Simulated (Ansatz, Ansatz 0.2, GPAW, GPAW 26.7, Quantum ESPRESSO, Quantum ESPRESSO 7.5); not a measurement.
# Work function of stepped Cu(211): PBE slabs, numerical checks and the spread between functionals

## The question

The reference is a work function of 4.53 eV for the clean Cu(211) face, taken from "Anisotropic work function of elemental crystals" (2019, arXiv:1902.07811), where it is tabulated from earlier experiments. The method, the temperature and the preparation of the sample are not given with the value. It probably goes back to early photoelectric threshold work on a single crystal in ultrahigh vacuum, and a handbook entry of that kind may rest essentially on one study. This matters for a stepped face, because the work function responds to step density and to residual adsorbates, and a real crystal need not present the regular array of steps that a calculation assumes. Interlayer relaxations and the surface energy are not compared here.

| compared with | measured | method |
| --- | --- | --- |
| work function of the clean Cu(211) face (eV) | 4.53 | compiled from earlier experiments; the method is not given with the … |

Conditions are those given with the value in the passage it was taken from; "not stated" means there, and the paper may say more elsewhere. The values are a selection: others may have been left out beforehand as unlike or outlying.

## How to go about it

The aim is the work function of clean, unreconstructed Cu(211), with a deviation of at most 0.15 eV from the reference counted as success. This is about half the usual separation between LDA and PBE work functions, so the target asks something of the functional, while leaving room for the differences of order 0.1 eV that surface preparation commonly causes.

The model is a symmetric 17-layer slab at a = 3.61 Å with 16 Å of vacuum. Its two equal faces leave no net dipole across the cell, and the work function is the vacuum level less the Fermi level. Thermal motion is left out; its effect on the work function should be a few hundredths of an eV.

PBE on a relaxed slab is the main level: the central layer is held fixed, the in-plane cell stays at the handbook lattice constant, and all other layers are free to move. A plane-wave basis describes the density tail outside the surface evenly, whereas a minimal atomic-orbital basis would cut it short and misplace the vacuum level. Very thin slabs are passed over because the narrow layer spacing of this face makes even a moderate number of layers a thin film. The sampling of the surface zone is checked first, then slab thickness and potentials, with LDA set beside PBE for scale.

System: clean Cu(211) surface; fcc Cu, a = 3.61 A (handbook value rounded to two decimals); symmetric slab of 17 layers, 16 A of vacuum.

## 1. Relaxed PBE slab and k-point mesh

The relaxed slab supplies the value to be judged. Two bulk-cut slabs accompany it, one on the same 14×6 mesh and one on 26×12. The first separates the effect of relaxation from that of cutting the surface, and the pair together measures the mesh error. Relaxation should draw the step-edge atoms inwards and smooth the surface further, with a change in work function expected to be well below 0.1 eV.

**Run 1.** Ansatz 0.2: PBE, relaxed with the middle layers fixed at the handbook lattice constant; 17 layers, 16 A vacuum, 14x6 mesh, default cutoff, MP smearing 0.1 eV.

Key lines of the input:
```
crystal:
  lattice:
    - [2.5526554801, 0.0, 0.0]
    - [0.0, 6.2527034153, 0.0]
    - [0.0, 0.0, 27.7902106286]
  atoms:
    - { symbol: Cu, position: [0.0, 0.3333333333, 0.2878711539] }
    - { symbol: Cu, position: [0.5, 0.6666666667, 0.3143872596] }
    # ... 11 more lines ...
    - { symbol: Cu, position: [0.5, 0.6666666667, 0.6325805288] }
    - { symbol: Cu, position: [0.0, 0.0, 0.6590966346] }
    - { symbol: Cu, position: [0.5, 0.3333333333, 0.6856127404] }
    - { symbol: Cu, position: [0.0, 0.6666666667, 0.7121288461] }
hamiltonian:
  xc: pbe
kpoints:
  mp_grid: { grid: [14, 6, 1] }
scf:
  occupations: { method: methfessel_paxton, width: 0.1 }
  convergence: { dr2_threshold: 1.0e-09 }
efield:
  axis: 3
  dipole_correction: true
relax:
  f_tol: 0.01
  max_steps: 40
  constraints: [{ sites: [8] }]
# cutoff taken by the program: 420 eV
```

Command:
```
ansatz run input.yaml --threads 4 --pin off --max-ram 8192MiB --backend cpu --events-out ev --progress --plain --runs-dir out
```

Selected lines of the output:
```
relax step   4: F+E_penalty+E_count = -112624.90673734 eV  Δ(F+E_penalty+E_count) = -2.776e-4 eV  max|allowed force component| = 3.884e-3 eV/Å  Δτ_max = 0.0066 Å  (10 SCF iters, accepted)
Work function:   Φ+ = 4.5320 eV   Φ− = 4.5320 eV
```

Converged; 7.7 min on 4 cores of Arm Neoverse V2, shared host. Warnings: published_levels_not_confirmed (in short: Re-solved in the output density's potential, some published eigenvalues moved beyond their bar, were not read, or were not checked at all; their self-consistency is uncertain, published values unchanged); xc_potential_rough_in_thin_density (in short: The exchange-correlation potential varies sharply where the density is thin, so no vacuum level should be read from v_tot or v_xc; the notice says which field, if any, gives one).

**Run 2.** Ansatz 0.2: PBE, bulk-cut slab at the handbook lattice constant; 17 layers, 16 A vacuum, 14x6 mesh, default cutoff, MP smearing 0.1 eV.

Key lines of the input, as changed from run 1:
```diff
- relax:
-   f_tol: 0.01
-   max_steps: 40
-   constraints: [{ sites: [8] }]
```

Selected lines of the output:
```
Work function:   Φ+ = 4.4994 eV   Φ− = 4.4994 eV
```

Converged; 2.6 min on the same hardware. Warnings: xc_potential_rough_in_thin_density.

**Run 3.** Ansatz 0.2: PBE, bulk-cut slab, with 26x12 mesh (base case: bulk-cut slab at the handbook lattice constant; 17 layers, 16 A vacuum, 14x6 mesh, default cutoff, MP smearing 0.1 eV).

Key lines of the input, as changed from run 2:
```diff
  kpoints:
-   mp_grid: { grid: [14, 6, 1] }
+   mp_grid: { grid: [26, 12, 1] }
```

Selected lines of the output:
```
Work function:   Φ+ = 4.5135 eV   Φ− = 4.5135 eV
```

Converged; 16 min on 4 cores of Arm Neoverse N1, shared host. Warnings: xc_potential_rough_in_thin_density.

| quantity | run 1 | run 2 | run 3 | measured |
| --- | --- | --- | --- | --- |
| work function of the clean Cu(211) face (eV) | 4.532 | 4.499 | 4.513 | 4.53 |
| change of the first interlayer spacing from the bulk spacing (%) | −11.59 | – | – |  |
| change of the second interlayer spacing from the bulk spacing (%) | −8.15 | – | – |  |
| lattice constant a used for the slab (Å) | 3.610 | 3.610 | 3.610 |  |

The relaxed slab gives 4.532 eV, 0.002 eV above the reference and well within the target. Such close agreement is fortuitous, since the denser mesh alone raises the work function of the bulk-cut slab by 0.014 eV. That shift is small against 0.15 eV, so the 14×6 mesh is adequate for the verdict.

Relaxation raises the work function by 0.033 eV. The first two interlayer spacings contract by 11.59 and 8.15 %, which draws the step-edge atoms inwards. A less corrugated surface should carry weaker step dipoles opposing the main surface dipole, and the sign of the change agrees with this. The spacings also contain some stress, because the imposed lattice constant is not PBE's own.

Two warnings concern the levels entering the work function. One says that the exchange-correlation potential is rough where the density is thin, so that a vacuum level should not be read from the total potential; the other leaves the self-consistency of some eigenvalues in the relaxed run uncertain. An independent calculation of the same geometry is therefore worth more than further refinement of the mesh.

## 2. Second program, thicker slab and LDA

The relaxed geometry is recalculated with PBE in Quantum ESPRESSO, using GBRV ultrasoft potentials, to test the potentials and the determination of the vacuum and Fermi levels together. LDA on the same geometry in the same program then shows the effect of the functional, with an increase of roughly 0.3 eV expected. A bulk-cut PBE slab of 25 layers tests the thickness; a change of a few hundredths of an eV at most is expected there.

**Run 4.** Quantum ESPRESSO 7.5: PBE, GBRV ultrasoft pseudopotentials, on the PBE-relaxed geometry; 17 layers, 16 A vacuum, 14x6 mesh, cold smearing 0.02 Ry.

Key lines of the input:
```
&control
  calculation = 'scf'
/
&system
  ibrav = 0
  nat = 17
  ntyp = 1
  ecutwfc = 40
  ecutrho = 200
  occupations = 'smearing'
  smearing = 'mv'
  degauss = 0.02
/
&electrons
  conv_thr = 1e-07
  mixing_beta = 0.4
  electron_maxstep = 120
  mixing_mode = 'local-TF'
/
ATOMIC_SPECIES
  Cu  63.5460  cu_pbe_v1.2.uspp.F.UPF
CELL_PARAMETERS angstrom
  2.55265548010000 0.00000000000000 0.00000000000000
  0.00000000000000 6.25270341530000 0.00000000000000
  0.00000000000000 0.00000000000000 27.79021062860000
ATOMIC_POSITIONS crystal
  Cu  0.000000000000 0.332514111211 0.290094935375
  Cu  0.500000000000 0.660844824751 0.313537172643
  ... 11 more lines ...
  Cu  0.500000000000 0.676475991852 0.633231580398
  Cu  0.000000000000 0.008911278273 0.662106514892
  Cu  0.500000000000 0.339155175387 0.686462826643
  Cu  0.000000000000 0.667485888943 0.709905063759
K_POINTS automatic
  14 6 1 0 0 0
```

Command:
```
OMP_NUM_THREADS=1 mpirun -n 4 pw.x -nk 4 -in calc.in > calc.out
```

Selected lines of the output and, marked #, of the analysis:
```
# read off the planar mean of calc.pot.dat: phi_plus = 4.5331 eV
```

Converged; 25 min on 4 cores of Arm Neoverse V2, shared host.

**Run 5.** Quantum ESPRESSO 7.5: LDA, GBRV ultrasoft pseudopotentials, on the PBE-relaxed geometry; 17 layers, 16 A vacuum, 14x6 mesh, cold smearing 0.02 Ry.

Key lines of the input:
```
&control
  calculation = 'scf'
/
&system
  ibrav = 0
  nat = 17
  ntyp = 1
  ecutwfc = 40
  ecutrho = 200
  occupations = 'smearing'
  smearing = 'mv'
  degauss = 0.02
/
&electrons
  conv_thr = 1e-07
  mixing_beta = 0.4
  electron_maxstep = 120
  mixing_mode = 'local-TF'
/
ATOMIC_SPECIES
  Cu  63.5460  cu_lda_v1.2.uspp.F.UPF
CELL_PARAMETERS angstrom
  2.55265548010000 0.00000000000000 0.00000000000000
  0.00000000000000 6.25270341530000 0.00000000000000
  0.00000000000000 0.00000000000000 27.79021062860000
ATOMIC_POSITIONS crystal
  Cu  0.000000000000 0.332514108164 0.290094935190
  Cu  0.500000000000 0.660844821747 0.313537172524
  ... 11 more lines ...
  Cu  0.500000000000 0.676475993817 0.633231580462
  Cu  0.000000000000 0.008911280746 0.662106514891
  Cu  0.500000000000 0.339155177836 0.686462826693
  Cu  0.000000000000 0.667485891562 0.709905063914
K_POINTS automatic
  14 6 1 0 0 0
```

Command:
```
OMP_NUM_THREADS=1 mpirun -n 8 pw.x -nk 4 -in calc.in > calc.out
```

Selected lines of the output and, marked #, of the analysis:
```
# read off the planar mean of calc.pot.dat: phi_plus = 4.8948 eV
```

Converged; 13 min on 8 cores of Arm Neoverse V1, shared host.

**Run 6.** Ansatz 0.2: PBE, bulk-cut slab, with 25 layers (base case: bulk-cut slab at the handbook lattice constant; 17 layers, 16 A vacuum, 14x6 mesh, default cutoff, MP smearing 0.1 eV).

Key lines of the input:
```
crystal:
  lattice:
    - [2.5526554801, 0.0, 0.0]
    - [0.0, 6.2527034153, 0.0]
    - [0.0, 0.0, 33.6853159429]
  atoms:
    - { symbol: Cu, position: [0.0, 0.0, 0.2374922062] }
    - { symbol: Cu, position: [0.5, 0.3333333333, 0.2593678557] }
    # ... 19 more lines ...
    - { symbol: Cu, position: [0.5, 0.0, 0.6968808453] }
    - { symbol: Cu, position: [0.0, 0.3333333333, 0.7187564948] }
    - { symbol: Cu, position: [0.5, 0.6666666667, 0.7406321443] }
    - { symbol: Cu, position: [0.0, 0.0, 0.7625077938] }
hamiltonian:
  xc: pbe
kpoints:
  mp_grid: { grid: [14, 6, 1] }
scf:
  occupations: { method: methfessel_paxton, width: 0.1 }
  convergence: { dr2_threshold: 1.0e-09 }
efield:
  axis: 3
  dipole_correction: true
# cutoff taken by the program: 420 eV
```

Selected lines of the output:
```
Work function:   Φ+ = 4.4962 eV   Φ− = 4.4962 eV
```

Converged; 5.8 min on 4 cores of Arm Neoverse V2, shared host. Warnings: xc_potential_rough_in_thin_density.

| quantity | run 4 | run 5 | run 6 | measured |
| --- | --- | --- | --- | --- |
| work function of the clean Cu(211) face (eV) | 4.533 | 4.895 | 4.496 | 4.53 |
| lattice constant a used for the slab (Å) | 3.610 | 3.610 | 3.610 |  |

Quantum ESPRESSO gives 4.533 eV for PBE on the relaxed geometry, 0.001 eV from the first program. The two calculations differ in potentials, plane-wave cutoff and smearing, so the agreement supports the work function of the relaxed slab despite the warnings about its levels. It does not test the slab model or the mesh, which both calculations share.

Going from 17 to 25 layers lowers the work function of the bulk-cut slab by 0.003 eV. Thickness therefore matters even less than the mesh, and neither shift comes near the target of 0.15 eV.

LDA gives 4.895 eV, 0.362 eV above PBE in the same program and on the same atomic positions. The rise is somewhat larger than the 0.3 eV expected and puts LDA 0.365 eV above the reference, a clear miss. Since the geometry was relaxed with PBE, this is the effect of changing the functional together with its matching potential, without the relaxation that LDA itself would produce.

## 3. Plane-wave cutoff and vacuum width

The PBE value still rests on a default cutoff of 420 eV and 16 Å of vacuum. The bulk-cut slab is recalculated with 600 eV and, separately, with 26 Å of vacuum, since the density tail and the vacuum level depend on both. Changes of no more than a few hundredths of an eV are expected.

**Run 7.** Ansatz 0.2: PBE, bulk-cut slab, with 600 eV cutoff (base case: bulk-cut slab at the handbook lattice constant; 17 layers, 16 A vacuum, 14x6 mesh, default cutoff, MP smearing 0.1 eV).

Key lines of the input, as changed from run 2:
```diff
- # cutoff taken by the program: 420 eV
+ basis:
+   ecutwfc: "600 eV"
```

Selected lines of the output:
```
Work function:   Φ+ = 4.4988 eV   Φ− = 4.4988 eV
```

Converged; 5.3 min on 4 cores of Arm Neoverse V1, shared host. Warnings: xc_potential_rough_in_thin_density.

**Run 8.** Ansatz 0.2: PBE, bulk-cut slab, with 26 A vacuum (base case: bulk-cut slab at the handbook lattice constant; 17 layers, 16 A vacuum, 14x6 mesh, default cutoff, MP smearing 0.1 eV).

Key lines of the input:
```
crystal:
  lattice:
    - [2.5526554801, 0.0, 0.0]
    - [0.0, 6.2527034153, 0.0]
    - [0.0, 0.0, 37.7902106286]
  atoms:
    - { symbol: Cu, position: [0.0, 0.3333333333, 0.3440044335] }
    - { symbol: Cu, position: [0.5, 0.6666666667, 0.3635038793] }
    # ... 11 more lines ...
    - { symbol: Cu, position: [0.5, 0.6666666667, 0.597497229] }
    - { symbol: Cu, position: [0.0, 0.0, 0.6169966749] }
    - { symbol: Cu, position: [0.5, 0.3333333333, 0.6364961207] }
    - { symbol: Cu, position: [0.0, 0.6666666667, 0.6559955665] }
hamiltonian:
  xc: pbe
kpoints:
  mp_grid: { grid: [14, 6, 1] }
scf:
  occupations: { method: methfessel_paxton, width: 0.1 }
  convergence: { dr2_threshold: 1.0e-09 }
efield:
  axis: 3
  dipole_correction: true
# cutoff taken by the program: 420 eV
```

Selected lines of the output:
```
Work function:   Φ+ = 4.4994 eV   Φ− = 4.4994 eV
```

Converged; 3.2 min on 4 cores of Arm Neoverse V2, shared host. Warnings: xc_potential_rough_in_thin_density.

| quantity | run 7 | run 8 | measured |
| --- | --- | --- | --- |
| work function of the clean Cu(211) face (eV) | 4.499 | 4.499 | 4.53 |
| lattice constant a used for the slab (Å) | 3.610 | 3.610 |  |

Raising the cutoff from 420 to 600 eV lowers the work function of the bulk-cut slab by 0.0006 eV. Widening the vacuum from 16 to 26 Å changes it by less than the printed precision. Neither setting affects the comparison with experiment, and the 0.014 eV found on the denser k-point mesh remains the largest numerical shift among the PBE checks.

## The runs side by side

| run | settings | work function of the clean Cu(211) face (eV) | deviation | cost |
| --- | --- | --- | --- | --- |
| 1 | Ansatz: PBE, relaxed with the middle layers fixed at the handbook lattice constant, 17 layers, 16 A vacuum, 14x6 mesh, default cutoff, MP smearing 0.1 eV | 4.532 | +0.002 | 31 core-min |
| 2 | Ansatz: PBE, bulk-cut slab at the handbook lattice constant, 17 layers, 16 A vacuum, 14x6 mesh, default cutoff, MP smearing 0.1 eV | 4.499 | −0.031 | 10 core-min |
| 3 | Ansatz: PBE, bulk-cut slab | 4.513 | −0.017 | 64 core-min |
| 4 | Quantum ESPRESSO: PBE, GBRV ultrasoft pseudopotentials, on the PBE-relaxed geometry, 17 layers, 16 A vacuum, 14x6 mesh, cold smearing 0.02 Ry | 4.533 | +0.003 | 1.7 core-h |
| 5 | Quantum ESPRESSO: LDA, GBRV ultrasoft pseudopotentials, on the PBE-relaxed geometry, 17 layers, 16 A vacuum, 14x6 mesh, cold smearing 0.02 Ry | 4.895 | +0.365 | 1.7 core-h |
| 6 | Ansatz: PBE, bulk-cut slab | 4.496 | −0.034 | 23 core-min |
| 7 | Ansatz: PBE, bulk-cut slab | 4.499 | −0.031 | 21 core-min |
| 8 | Ansatz: PBE, bulk-cut slab | 4.499 | −0.031 | 13 core-min |
|  | measured | 4.53 |  |  |

Further runs on the same system, made beside this series (convergence steps with loose settings among them):

| further | settings | work function of the clean Cu(211) face (eV) | deviation | cost | status |
| --- | --- | --- | --- | --- | --- |
| F1 | Ansatz: HSE06, bulk-cut slab of 8 layers, 13 A vacuum, 10x4 mesh, Fermi-Dirac 0.1 eV | 4.386 | −0.144 | 21 core-min | warnings: filled_band_counts_differ_across_k_points (k-points fill unequal …; xc_potential_rough_in_thin_density |
| F2 | Ansatz: r2SCAN, single point on the PBE-relaxed geometry, 17 layers, 16 A vacuum, 14x6 mesh, default cutoff, MP smearing 0.1 eV | 4.535 | +0.005 | 23 core-min | warnings: xc_potential_rough_in_thin_density |
| F3 | Ansatz: PBEsol, bulk cell relaxed first, slab built at that lattice constant and its relaxed with the middle layers fixed, 17 layers, 16 A vacuum, 14x6 mesh, default cutoff, MP smearing 0.1 eV | 4.650 | +0.120 | 46 core-min | warnings: published_levels_not_confirmed; stress_scf_threshold_loose (a loose SCF threshold for stresses); xc_potential_rough_in_thin_density |
| F4 | Ansatz: PBEsol, single point on the PBE-relaxed geometry, 17 layers, 16 A vacuum, 14x6 mesh, default cutoff, MP smearing 0.1 eV | 4.639 | +0.109 | 11 core-min | warnings: xc_potential_rough_in_thin_density |
| F5 | Ansatz: PBE, bulk cell relaxed first, slab built at that lattice constant and its relaxed with the middle layers fixed, 17 layers, 16 A vacuum, 14x6 mesh, default cutoff, MP smearing 0.1 eV | 4.523 | −0.007 | 60 core-min | warnings: published_levels_not_confirmed; stress_scf_threshold_loose (a loose SCF threshold for stresses); xc_potential_rough_in_thin_density |
| F6 | Ansatz: RPBE, single point on the PBE-relaxed geometry, 17 layers, 16 A vacuum, 14x6 mesh, default cutoff, MP smearing 0.1 eV | 4.360 | −0.170 | 10 core-min | warnings: xc_potential_rough_in_thin_density |
| F7 | GPAW: PBE, atomic-orbital basis dzp, bulk-cut slab of 17 layers at the handbook lattice constant, 6x4 mesh | 4.072 | −0.458 | 4.2 core-min |  |
| F8 | Ansatz: LDA, bulk-cut slab at the handbook lattice constant, 17 layers, 16 A vacuum, 14x6 mesh, default cutoff, MP smearing 0.1 eV | 4.856 | +0.326 | 11 core-min | warnings: xc_potential_rough_in_thin_density |
| F9 | GPAW: PBE, atomic-orbital basis szp, bulk-cut slab of 17 layers at the handbook lattice constant, 6x4 mesh | 3.362 | −1.168 | 4 core-min |  |
|  | measured | 4.53 |  |  |  |

## What the runs support

PBE meets the target: the relaxed 17-layer slab gives 4.532 eV against the reference of 4.53 eV, at a cost of 31 core-minutes. The difference of 0.002 eV is smaller than the mesh shift and the expected effect of thermal motion, so its size is fortuitous. Measured work functions of one face commonly scatter by 0.1 to 0.2 eV, and this reference may rest essentially on one early study.

The second program mattered most, because it reproduced the value to 0.001 eV with other potentials. The denser mesh raised the bulk-cut result by 0.014 eV, while thickness, cutoff and vacuum changed it by 0.003 eV or less. Relaxation added 0.033 eV; the bulk-cut slab would already have met the target for 10 core-minutes. Using PBE's own lattice constant gives 4.523 eV, so the imposed one does not decide the outcome.

The choice of functional weighs far more. On the PBE-relaxed geometry r2SCAN gives 4.535 eV and PBEsol 4.639 eV, both within the target. RPBE misses narrowly at 0.170 eV below the reference, and LDA clearly at 0.365 eV above it. Given the experimental scatter, PBE, r2SCAN and PBEsol cannot be ranked, and RPBE's miss of the target also lies within that scatter. The HSE06 value, 0.144 eV too low, is a narrow pass on a thin, unrelaxed slab with a coarser mesh, and does not settle how the hybrid performs.

The atomic-orbital calculations, on bulk-cut slabs with a coarser 6×4 mesh, fall 0.458 and 1.168 eV short, probably mainly because their basis describes the density tail outside the surface poorly. What remains open is the reference itself: irregular steps or adsorbates on the measured crystal could have shifted it by more than the numerical changes found here.

[Logs are printed without paths, hosts, clocks, repeated set-up lines and the standing remarks that a program may print on its own settings, such as how far it seeks lower states.]

[The runs shown are a pick from a larger set of finished runs; failed, doubtful and other runs were left out of it ahead of writing. So were measured values far from every level or from commonly accepted values, and agreement can look better than it is. Lines of input and output are excerpts and may be shortened.]
